**Q:** I have four energy curves for the same molecule, HAl(SH)₂, as the angle between its two Al–S bonds changes. Three of them carry only letters. Can the numbers tell me what was changed between those three?

Energies of gas-phase HAl(SH)₂ by CCSD(T) and by three methods lettered A to C, all computed with Ansatz 0.2.0 using the def2-TZVPP basis and frozen cores. The S–Al–S angle is varied rigidly, with all else held as in the PBE0-D4/def2-TZVP minimum at 116.1°. Each method's energies are counted from its own value at that minimum.

| bend (°) | CCSD(T) (eV) | method A (eV) | method B (eV) | method C (eV) | method B less CCSD(T) (eV) |
| --- | --- | --- | --- | --- | --- |
| 92.1 | 0.4031 | 0.5084 | 0.3820 | 0.4196 | -0.0211 |
| 98.1 | 0.2170 | 0.2822 | 0.2028 | 0.2272 | -0.0142 |
| 104.1 | 0.0941 | 0.1297 | 0.0855 | 0.0997 | -0.0086 |
| 110.1 | 0.0238 | 0.0381 | 0.0198 | 0.0261 | -0.0040 |
| 116.1 | 0.0000 | 0.0000 | 0.0000 | 0.0000 | 0.0000 |
| 122.1 | 0.0195 | 0.0118 | 0.0231 | 0.0182 | 0.0036 |
| 128.1 | 0.0817 | 0.0728 | 0.0887 | 0.0800 | 0.0070 |
| 134.1 | 0.1883 | 0.1844 | 0.1985 | 0.1871 | 0.0102 |
| 140.1 | 0.3431 | 0.3509 | 0.3565 | 0.3433 | 0.0134 |

**A:** They can take you most of the way. In this scan one SH group swings about the aluminium atom while the rest of the molecule is held. Every curve is counted from the same structure at 116.1°, where all are zero by definition, so only their shapes can be compared. CCSD(T) is the most complete treatment in the table and serves as the reference.

**Q:** The shapes look much alike to me. Where should I look?

**A:** At the small angles, where the two SH groups are pushed together. At 92.1° method A gives 0.51 eV and the reference 0.40 eV, an excess of about a quarter of the reference value. Method C keeps a small part of that excess, while method B falls slightly below the reference. The simplest reading is that something that stabilises the crowded molecule is missing from method A and overdone in method B.

**Q:** Why one ingredient, and not three unrelated errors?

**A:** Because the differences scale together. Measure the other curves from method A. At 110.1° the step down to method C is 0.0120 eV and the step down to the reference is 0.0143 eV, so method C covers a share of 0.84.

Now carry that share to 92.1°, a row that played no part in finding it. The step to the reference there is 0.1053 eV, about seven times larger. Method C should then lie at 0.5084 − 0.84 × 0.1053 = 0.420 eV, and the computed value is 0.4196 eV.

For method B the corresponding share is 1.2 to 1.3 throughout the closing side. The pattern looks like one ingredient in different doses. If method A has none of it, method C has most and method B too much. That method A has none is an assumption, since the shares are measured from it.

**Q:** Couldn't a poorer basis set do the same? Or an added attraction between the sulfur atoms?

**A:** Either could tilt a curve in a similar way, and the shapes alone would not tell them apart. The caption rules out the basis set, which is common to all the curves, as are the structures. It doesn't strictly rule out an added attraction, but such a term would only imitate what a fuller treatment of the electrons supplies. The likelier setting is therefore the way each method treats the electrons. The simplest treatment lets each electron feel only the average charge of the others; better ones let electrons avoid one another moment by moment. That is a freedom which can be left out, approximated or treated almost fully.

**Q:** So the setting is electron correlation. Why does it matter more when the angle closes?

**A:** Yes, that is the setting: method A is Hartree–Fock, method B is MP2 and method C is CCSD. Closing from 116.1° to 92.1° brings the sulfur atoms from 3.7 to 3.1 Å. Sulfur has large, easily deformed lone pairs. When the electrons on one atom shift for a moment, those on the other can respond, and this coordinated motion lowers the energy. The closer the atoms, the larger the gain, and Hartree–Fock leaves it out. This is the likely main cause. Correlation in the bonds around aluminium may change with the angle too, and the total energies don't separate the two.

Two argon atoms show the same effect in its plainest form. Hartree–Fock makes them repel at every distance, and correlation supplies the attraction that holds the pair together. The comparison ends there: our sulfur atoms are bonded to a common neighbour and their electron clouds overlap, so the distance law for well-separated atoms can't be carried over.

**Q:** Is there any sign in the calculation that the gain comes from electrons in different places?

**A:** There is a useful hint in the spins. Two electrons in the same orbital have opposite spins, so correlation within such a pair is purely of the opposite-spin kind. Between two distant groups, same-spin and opposite-spin pairs contribute equally. In MP2, same-spin pairs make up 22% of the whole correlation energy at 116.1°, but 43% of the extra gain on closing to 92.1°.

The gain thus comes largely from electrons in different orbitals. That fits attraction between the two sulfur atoms, although the spin shares don't reveal on which atoms the orbitals sit.

**Q:** If correlation is what was lacking, why does MP2 end up with too much?

**A:** The likely reason is that MP2 lets each pair of electrons respond almost as if the other pairs stood still. In reality the responses disturb one another, which usually weakens the attraction between easily deformed groups. CCSD includes much of this coupling and so avoids the overshoot. It still lacks the joint motion of three electrons, which CCSD(T) adds approximately; at 92.1° this accounts for the last 0.017 eV between the two.

**Q:** Yet MP2 lies below the reference at small angles and above it at large ones. Does its error change character at 116.1°?

**A:** No, the sign change comes from the common zero. The difference between MP2 and CCSD(T) rises smoothly from −0.021 eV at 92.1° to +0.013 eV at 140.1°. MP2 tilts the whole curve in favour of small angles, and the tilt passes through zero where we have set it to zero.

**Q:** Then does the picture of doses hold for the whole scan?

**A:** For MP2 it breaks down on the opening side, and the share covered by CCSD is no longer steady there either: it runs from about 0.7 to nearly the whole step, while the step itself is small. At 140.1° the energy counted from 116.1° is 0.008 eV lower in CCSD(T) than in Hartree–Fock, yet 0.006 eV higher in MP2. A larger dose of the same ingredient could not reverse the sign.

The geometry suggests why the effect of correlation turns over in CCSD(T). As the sulfur atoms separate, the moving SH group approaches the hydrogen on aluminium: that S···H distance falls from 3.3 Å at 116.1° to 2.9 Å at 140.1°. One contact may then lose correlation energy while another gains it, though the total energies don't show the two separately. MP2's error needs something more. If it came only from an exaggerated attraction between the sulfur atoms, the change from row to row should keep fading as they move apart. It does shrink at first, from 0.007 eV at the smallest angles, but then levels off at about 0.003 eV per step. The table doesn't show what else contributes.

**Q:** What should I take from this if I only need an energy for a process model?

**A:** First ask which groups come closer along the motion. Where large, deformable atoms are pressed together, Hartree–Fock will tend to make the crowded structure too costly. Over this scan its largest error against CCSD(T) is 0.105 eV, compared with 0.021 eV for MP2 and 0.017 eV for CCSD. The printed output below gives the differences row by row, with the distances between the groups.

Don't enter these energies as the cost of bending a real molecule, though. Bond lengths and the other groups were frozen, and letting them adjust would lower the energy away from the minimum. The reference also uses a finite basis set, and correlation between neighbouring atoms is slow to converge with basis size. The table is a fair test of how the methods differ under equal conditions, which is a narrower matter than the true stiffness of the angle.

The analysis program printed:

```
Differences between the curves in eV:
    row  A less ref  B less ref  C less ref  B less A  C less A  ref less A
   92.1      0.1053     -0.0211      0.0165   -0.1264   -0.0888     -0.1053
   98.1      0.0652     -0.0142      0.0102   -0.0794    -0.055     -0.0652
  104.1      0.0356     -0.0086      0.0056   -0.0442     -0.03     -0.0356
  110.1      0.0143      -0.004      0.0023   -0.0183    -0.012     -0.0143
  116.1           0           0           0         0         0           0
  122.1     -0.0077      0.0036     -0.0013    0.0113    0.0064      0.0077
  128.1     -0.0089       0.007     -0.0017    0.0159    0.0072      0.0089
  134.1     -0.0039      0.0102     -0.0012    0.0141    0.0027      0.0039
  140.1      0.0078      0.0134      0.0002    0.0056   -0.0076     -0.0078
Geometry implied by the rigid move in degrees and angstrom:
    row  angle S1-Al-H  S to S  S1 to H on Al  H on S1 to H on Al
   92.1          145.8   3.139          3.589               3.558
   98.1          139.8   3.293          3.528               3.445
  104.1          133.8   3.438          3.458               3.324
  110.1          127.8   3.574          3.378               3.195
  116.1          121.8     3.7           3.29               3.058
  122.1          115.8   3.815          3.193               2.915
  128.1          109.8    3.92          3.088               2.766
  134.1          103.8   4.015          2.975               2.612
  140.1           97.8   4.098          2.854               2.454
A less reference at 92.1 degrees, in percent of the reference: 26.12
Step A to B over step A to reference, closing side, smallest: 1.2
Step A to B over step A to reference, closing side, largest: 1.28
Step A to C over step A to reference, closing side, smallest: 0.8392
Step A to C over step A to reference, closing side, largest: 0.8436
Minimum of A from three points, degrees: 117.7
Minimum of B from three points, degrees: 115.9
Minimum of C from three points, degrees: 116.6
Minimum of the reference from three points, degrees: 116.4
Same-spin share of the second-order gain from 116.1 to 92.1 degrees, percent: 43.33
Same-spin share of the whole second-order correlation at 116.1 degrees, percent: 21.97
Gain from triples from 116.1 to 92.1 degrees, eV: 0.01653
Reference less A at 92.1 degrees, size in percent of the whole correlation energy at 116.1: 0.7737
```
